# Admittance of an interface-trap continuum (Lehovec)

## 1. Conventions and premises

n-type MOS capacitor in depletion; all charges, capacitances and admittances are per unit area. $q>0$ is the elementary charge, signals vary as $e^{i\omega t}$, and $\psi$ is the surface potential relative to the neutral bulk, negative in depletion. Trap energies $E$ are fixed relative to the band edges at the interface; $E_F$ is the d.c. Fermi level on the same scale. $D_{it}$ is in J$^{-1}$m$^{-2}$ unless marked "per eV".

- **P1.** Traps are independent one-electron levels in the interface plane, with Shockley-Read-Hall kinetics.
- **P2.** They exchange electrons with the conduction band only.
- **P3.** Free electrons are non-degenerate and follow the signal at once: $n_s(t)=n_0\,e^{q\psi(t)/k_BT}$, with $n_0$ the bulk density.
- **P4.** Small signal: $q|\delta\psi|\ll k_BT$. Capture coefficient and emission rate are not modulated by the signal.
- **P5.** $D_{it}$, the capture coefficient $c_n$ and the degeneracy ratio $g$ are constant over several $k_BT$ about $E_F$, and $E_F$ lies many $k_BT$ from both band edges.
- **P6.** $\psi$ is uniform along the interface; no oxide leakage, no series resistance.

## 2. One level

Occupancy $f$ of a level at $E$:
$$\frac{df}{dt}=c_n n_s(1-f)-e_n f. \tag{1}$$
At d.c. bias no current flows, so the level is in equilibrium,
$$f_0=\frac{1}{1+g\,e^{(E-E_F)/k_BT}},\qquad \frac{df_0}{dE}=-\frac{f_0(1-f_0)}{k_BT}, \tag{2}$$
where $g$ is the degeneracy of the empty state over that of the filled one. The derivative holds for any $g$. Setting (1) to zero gives $e_n=c_nn_s(1-f_0)/f_0$, hence
$$c_nn_s+e_n=\frac{c_nn_s}{f_0}=\frac{1}{f_0\tau},\qquad \tau\equiv\frac{1}{c_nn_s}, \tag{3}$$
with $n_s$ from here on the d.c. value.

Linearise. By P3, $\delta n_s=n_s\,q\,\delta\psi/k_BT$. The level moves rigidly with the band edge, so $e_n$ is unchanged (P4). Then
$$i\omega\,\delta f=c_n(1-f_0)\,\delta n_s-\frac{\delta f}{f_0\tau}
\;\Rightarrow\;
\delta f=\frac{f_0(1-f_0)}{1+i\omega\tau f_0}\,\frac{q\,\delta\psi}{k_BT}. \tag{4}$$
$N_t$ such levels change their charge by $\delta Q_t=-qN_t\,\delta f$, donor-like or acceptor-like alike. The balancing gate charge is $-\delta Q_t$, so
$$Y_1=-\frac{i\omega\,\delta Q_t}{\delta\psi}=\frac{i\omega C_1}{1+i\omega\tau_1},\quad C_1=\frac{q^2N_tf_0(1-f_0)}{k_BT},\quad \tau_1=f_0\tau. \tag{5}$$
This is a series RC branch. Write any trap admittance as $Y=G_p+i\omega C_p$. Then $G_p/\omega=C_1\,\omega\tau_1/(1+\omega^2\tau_1^2)$, with peak $C_1/2$ at $\omega\tau_1=1$ and half-height points $\omega\tau_1=2\pm\sqrt3$, a width of 1.14 decades.

The time constant depends on the level: $\tau_1\to\tau$ far below $E_F$ (capture-limited), $\tau_1\to 1/e_n\ll\tau$ far above it (emission-limited).

## 3. The continuum

All levels see the same $\delta\psi$, so their admittances add. Put $N_t\to D_{it}\,dE$:
$$Y_{it}=i\omega\,\frac{q^2}{k_BT}\int D_{it}\,\frac{f_0(1-f_0)}{1+i\omega\tau f_0}\,dE. \tag{6}$$
By P5, $D_{it}$ leaves the integral and $\tau$ is a constant. By (2), $f_0(1-f_0)\,dE/k_BT=-df_0$, and $f_0$ falls from 1 to 0 as $E$ rises through the gap. The true end points differ from 0 and 1 by about $g^{-1}e^{-(E_C-E_F)/k_BT}$ and $g\,e^{-(E_F-E_V)/k_BT}$. With
$$C_{it}=q^2D_{it},\qquad x=\omega\tau,$$
$$Y_{it}=i\omega C_{it}\int_0^1\frac{df}{1+ixf}=\frac{C_{it}}{\tau}\ln(1+ix). \tag{7}$$
The path $1+ixf$ stays in the right half-plane, so the logarithm is the principal one: $\ln(1+ix)=\tfrac12\ln(1+x^2)+i\arctan x$. Real and imaginary parts give the result of Lehovec (1966):
$$\boxed{\frac{G_p}{\omega}=\frac{C_{it}}{2\omega\tau}\ln(1+\omega^2\tau^2),\qquad C_p=C_{it}\,\frac{\arctan\omega\tau}{\omega\tau},\qquad \tau=\frac1{c_nn_s}} \tag{8}$$
$g$ has dropped out: it only shifts the energy window by $k_BT\ln g$. By (7) the continuum is a set of RC branches with time constants spread uniformly over $0<\tau_1<\tau$, each interval $d\tau_1$ carrying capacitance $C_{it}\,d\tau_1/\tau$.

**Limits.**
- $x\ll1$: $G_p/\omega\simeq C_{it}x/2$, $C_p\simeq C_{it}(1-x^2/3)$. All traps follow.
- $x\gg1$: $G_p\simeq(C_{it}/\tau)\ln x$, $C_p\simeq\pi C_{it}/2x$. A single level has $C_p\propto\omega^{-2}$ and a saturating $G_p$. The slower fall here comes from the fast, nearly empty levels with $f_0\lesssim1/x$.

## 4. The peak

Let $L(x)=\ln(1+x^2)/2x$. Then
$$L'(x)=\frac{1}{1+x^2}-\frac{\ln(1+x^2)}{2x^2}=0\;\Leftrightarrow\;\ln y=2-\frac2y,\quad y=1+x^2. \tag{9}$$
With $w=-2/y$ this reads $we^w=-2e^{-2}$. The root $w=-2$ is $x=0$, brought in by multiplying with $x^2$; the other is the principal Lambert branch, $w=-0.4064$, $y=4.922$. At the root $L=x/y$, so
$$x_m=1.980,\qquad (G_p/\omega)_{\max}=0.4024\,C_{it},\qquad C_p(x_m)=0.557\,C_{it}. \tag{10}$$
$L$ vanishes at both ends and has this one stationary point, so it is the maximum. It lies near $x=2$ because the levels of largest weight have $f_0=\tfrac12$ and peak at $\omega\tau/2=1$. Inverting,
$$D_{it}=\frac{2.485}{q^2}\left(\frac{G_p}{\omega}\right)_{\max}\approx\frac{2.5}{q^2}\left(\frac{G_p}{\omega}\right)_{\max},\qquad c_n=\frac{\omega_m}{1.980\,n_s}. \tag{11}$$
For $D_{it}$ in eV$^{-1}$m$^{-2}$, divide the value in F/m$^2$ by one factor $1.602\times10^{-19}$ in place of two. A measured conductance in siemens is first divided by the gate area.

**Shape test.** Half height falls at $x=0.440$ and $12.6$, a width of 1.46 decades. A wider measured peak means that (11) does not apply.

**Area rule.** Each branch in (7) gives $\int_0^\infty \frac{xf}{1+x^2f^2}\frac{dx}{x}=\frac{\pi}{2}$ whatever $f$, so
$$\int_{-\infty}^{\infty}\frac{G_p}{\omega}\,d\ln\omega=\frac{\pi}{2}\,C_{it}. \tag{12}$$
The area survives any redistribution of time constants; the height does not.

## 5. From the terminals to $G_p$

Gauss's law across the oxide: $\delta V_G=\delta\psi+\delta Q_G/C_{ox}$, with $\delta Q_G=-\delta Q_s-\delta Q_{it}$. Define $C_s=-dQ_s/d\psi$, lossless by P3. Then $i\omega\,\delta Q_G=Y_s\,\delta\psi$ with $Y_s=G_p+i\omega(C_s+C_p)$, and the measured $Y_m=i\omega\,\delta Q_G/\delta V_G=G_m+i\omega C_m$ obeys
$$\frac1{Y_m}=\frac1{i\omega C_{ox}}+\frac1{Y_s}\;\Rightarrow\;Y_s=\frac{i\omega C_{ox}Y_m}{i\omega C_{ox}-Y_m}. \tag{13}$$
Multiply above and below by the conjugate of the denominator $-G_m+i\omega(C_{ox}-C_m)$ and take the real part:
$$\frac{G_p}{\omega}=\frac{\omega\,C_{ox}^2\,G_m}{G_m^2+\omega^2(C_{ox}-C_m)^2}. \tag{14}$$
$C_s$ is not needed for $D_{it}$, which is the reason for using $G_p$ and not $C_p$. It is needed to predict $Y_m$. For fully ionised donors, $n_0=N_D$, $u=q\psi/k_BT$ and $L_D^2=\varepsilon_sk_BT/q^2N_D$, Poisson's equation is $u''=(e^u-1)/L_D^2$. Multiplying by $u'$ and integrating from the bulk gives $u'^2=2(e^u-u-1)/L_D^2$. In depletion $Q_s=+(\varepsilon_sk_BT/qL_D)\sqrt{2(e^u-u-1)}$ at the surface value of $u$, so
$$C_s=\frac{\varepsilon_s}{L_D}\,\frac{1-e^{u}}{\sqrt{2(e^{u}-u-1)}}. \tag{15}$$

## 6. Range of validity

**Sloping $D_{it}$ (P5).** At SiC/SiO$_2$, $D_{it}$ typically rises steeply towards $E_C$. Take $g=1$, $D_{it}=D_F\,e^{(E-E_F)/E_0}$, $s=k_BT/E_0$ with $0<s<1$, and $t=e^{(E-E_F)/k_BT}=(1-f_0)/f_0$. With $a=1+ix$ and $C_F=q^2D_F$, (6) becomes
$$Y_{it}=i\omega C_F\int_0^\infty\frac{t^s\,dt}{(1+t)(a+t)}=\frac{C_F}{\tau}\int_0^\infty t^{s-1}\left[\frac{a}{a+t}-\frac{1}{1+t}\right]dt,$$
by partial fractions. The standard integral $\int_0^\infty t^{s-1}dt/(a+t)=\pi a^{s-1}/\sin\pi s$ gives
$$Y_{it}=\frac{C_F}{\tau}\,\frac{\pi}{\sin\pi s}\left[(1+i\omega\tau)^s-1\right], \tag{16}$$
which tends to (7) as $s\to0$. The low-frequency capacitance is $C_F\,\pi s/\sin\pi s$, and
$$\frac{G_p}{\omega C_F}=\frac{\pi}{\sin\pi s}\,\frac{(1+x^2)^{s/2}\cos(s\arctan x)-1}{x}.$$
For an assumed $E_0=0.10$ eV at 300 K, $s=0.259$: the low-frequency capacitance is $1.12\,C_F$, and the peak is $0.401\,C_F$ at $x=2.70$. The height still gives $D_{it}(E_F)$ through (11), but $c_n$ from (11) comes out too large by a factor 1.36. An energy-dependent $c_n$ makes $\tau$ in (6) a function of $E$ and shifts the peak as well.

**Lateral non-uniformity (P6).** Discrete oxide and interface charges make $\psi$ vary along the interface. In the statistical model of Nicollian and Goetzberger (1967) the local band bending is $u+\eta$, $\eta$ is Gaussian with standard deviation $\sigma$, the local time constant is $\tau_0e^{-\eta}$, and trap admittances are averaged as parallel patches:
$$\left\langle\frac{G_p}{\omega}\right\rangle=C_{it}\int_{-\infty}^{\infty}L(\omega\tau_0e^{-\eta})\,\frac{e^{-\eta^2/2\sigma^2}}{\sigma\sqrt{2\pi}}\,d\eta. \tag{17}$$
This is a convolution in $\ln\omega$, so (12) holds unchanged. The Gaussian never exceeds $1/\sigma\sqrt{2\pi}$, so the peak is below $(\pi/2)C_{it}/\sigma\sqrt{2\pi}$. For $\sigma=3$ this bound is $0.209\,C_{it}$. Quadrature of (17) puts the maximum between $\omega\tau_0=2$ and $3.2$, with value $0.18\,C_{it}$. The factor in (11) becomes 5.6, and the uniform formula reads $D_{it}$ low by a factor 2.2. This correction is as large as the effect itself.

**Traps inside the oxide (P1).** They capture by tunnelling, so $c_n$ falls exponentially with depth. This adds slow branches and broadens the peak on the low-frequency side.

**Bias range (P2, P5).** Equation (8) holds in depletion while majority-carrier exchange dominates. When the hole rates rival the electron rates, (1) needs hole terms. Near flat band and in accumulation $\tau$ is short, $C_s$ shunts the traps and $E_F$ nears the band edge.

**Series resistance (P6).** A specific resistance $r_s$ turns $Y_m$ into $Y_m/(1+r_sY_m)\simeq Y_m-r_sY_m^2$ and, for $G_m\ll\omega C_m$, adds $\omega r_sC_m^2$ to $G_m/\omega$, a term that grows with frequency.

**Observable window.** With $n_s=N_Ce^{-(E_C-E_F)/k_BT}$, a peak at frequency $\nu_m=\omega_m/2\pi$ probes
$$E_C-E_F=k_BT\ln\frac{1.980\,c_nN_C}{2\pi\nu_m}. \tag{18}$$

## 7. Illustration: n-type 4H-SiC / nitrided SiO$_2$, (0001) face, 300 K

**Inputs.** Compiled values: gap 3.26 eV (Deguchi 2016) and lattice constant $a_L=0.30805$ nm (listing of 2001), temperature not stated for either. Approximate material inputs: $N_C\approx1.7\times10^{25}$ m$^{-3}$, $v_{th}\approx2\times10^5$ m/s, $\mu_n\approx0.08$ m$^2$/V s, $\varepsilon_s\approx10.0\,\varepsilon_0$ along the $c$ axis, $\varepsilon_{ox}\approx3.9\,\varepsilon_0$. Assumed: $N_D=10^{22}$ m$^{-3}$ fully ionised, oxide 50 nm, $g=1$, cross-section $\sigma_n=10^{-20}$ m$^2$ with $c_n=\sigma_nv_{th}$, $r_s=1.5\times10^{-7}\ \Omega$ m$^2$, bias such that $E_C-E_F=0.30$ eV at the surface. $D_{it}=3\times10^{15}$ eV$^{-1}$m$^{-2}$ is chosen as typical of a nitrided interface at this depth. Three figures below trace the arithmetic; the inputs fix one or two.

**Kinetics.** $k_BT/q=25.85$ mV; $e^{-(E_C-E_F)/k_BT}=9.1\times10^{-6}$; $n_s=1.55\times10^{20}$ m$^{-3}$; $c_n=2\times10^{-15}$ m$^3$/s; $\tau=3.22\ \mu$s; $\omega_m=6.14\times10^5$ s$^{-1}$; $\nu_m=98$ kHz.

**Electrostatics.** Flat band has $E_C-E_F=k_BT\ln(N_C/N_D)=0.192$ eV. Here $u=\ln(n_s/N_D)=-4.17$, $\psi=-0.108$ V, $L_D=37.8$ nm.

| Quantity at $\omega_m$ | Source | F/m$^2$ |
|---|---|---|
| $C_{ox}$ | $\varepsilon_{ox}/t_{ox}$ | $6.91\times10^{-4}$ |
| $C_s$ | (15) | $9.14\times10^{-4}$ |
| $C_{it}$ | $q^2D_{it}$, $D_{it}=1.87\times10^{34}$ J$^{-1}$m$^{-2}$ | $4.81\times10^{-4}$ |
| $G_p/\omega$ | (10) | $1.93\times10^{-4}$ |
| $C_p$ | (10) | $2.68\times10^{-4}$ |
| $G_m/\omega$ | (13) | $2.60\times10^{-5}$ |
| $C_m$ | (13) | $4.39\times10^{-4}$ |

The terminal $G_m/\omega$ is 7.4 times smaller than $G_p/\omega$, so step (14) cannot be skipped. Equation (14) returns $G_p/\omega$, and (11) with the rounded factor 2.5 returns $3.02\times10^{15}$ eV$^{-1}$m$^{-2}$, 0.6 % above the input through the rounding alone.

**Premises, in numbers.**
- P1: the weight $f_0(1-f_0)$ has area $k_BT$ and height $\tfrac14$, so an equivalent width $4k_BT$. It holds $N_r=4k_BTD_{it}=3.1\times10^{14}$ m$^{-2}$ traps, spaced $N_r^{-1/2}=57$ nm. The ideal face has $2/(\sqrt3a_L^2)=1.217\times10^{19}$ sites per m$^2$, so the fraction is $2.5\times10^{-5}$. The unscreened Coulomb potential of one neighbour, with the mean permittivity $(\varepsilon_s+\varepsilon_{ox})/2$, is 3.6 mV, or $0.14\,k_BT/q$.
- P2: for a level at $E_F$ and comparable prefactors, hole over electron rate is $e^{-[(E_F-E_V)-(E_C-E_F)]/k_BT}=e^{-2.66\ \mathrm{eV}/k_BT}=2\times10^{-45}$.
- P3: bulk dielectric relaxation time $\varepsilon_s/q\mu_nN_D=0.7$ ps. The thermionic supply conductance to the surface is $q^2n_sv_{th}/4k_BT$; the ratio of $\omega_mC_{it}$ to it is $x_m\sigma_nN_r=6\times10^{-6}$.
- P4: $|\delta\psi/\delta V_G|=|i\omega C_{ox}/(i\omega C_{ox}+Y_s)|=0.37$. A 10 mV amplitude gives $q|\delta\psi|/k_BT=0.14$. Even-order terms feed only d.c. and even harmonics, so the relative correction at the fundamental is of the order of the square, 0.02.
- P5: the band-edge cut-off in (7) is the $9.1\times10^{-6}$ above.
- P6: $\omega r_sC_m^2$ is $7\times10^{-4}$ of $G_m/\omega$.
- Window (18): 1 MHz to 100 Hz covers $E_C-E_F=0.24$ to $0.48$ eV.

**Weighing the result.** The model's peak is $1.9\times10^{-4}$ F/m$^2$ at 98 kHz. The frequency scales as $\sigma_n$, for which values quoted for this interface scatter over orders of magnitude, so it is the model's number only. As typical knowledge, conductance peaks of 4H-SiC/SiO$_2$ capacitors are much wider than 1.46 decades, with $\sigma$ of several units, and the uniform model overstates the peak for given $D_{it}$ by roughly a factor of two. With $\sigma=3$ in (17), (11) would report $1.3\times10^{15}$ eV$^{-1}$m$^{-2}$ for the input $3\times10^{15}$. Nitrided interfaces are also known to carry very fast states whose loss peak lies above 1 MHz at room temperature; these fall outside the window and are missed by both (11) and a truncated (12). For this interface, check the width first, then use (17) or the area (12) in place of the factor 2.5.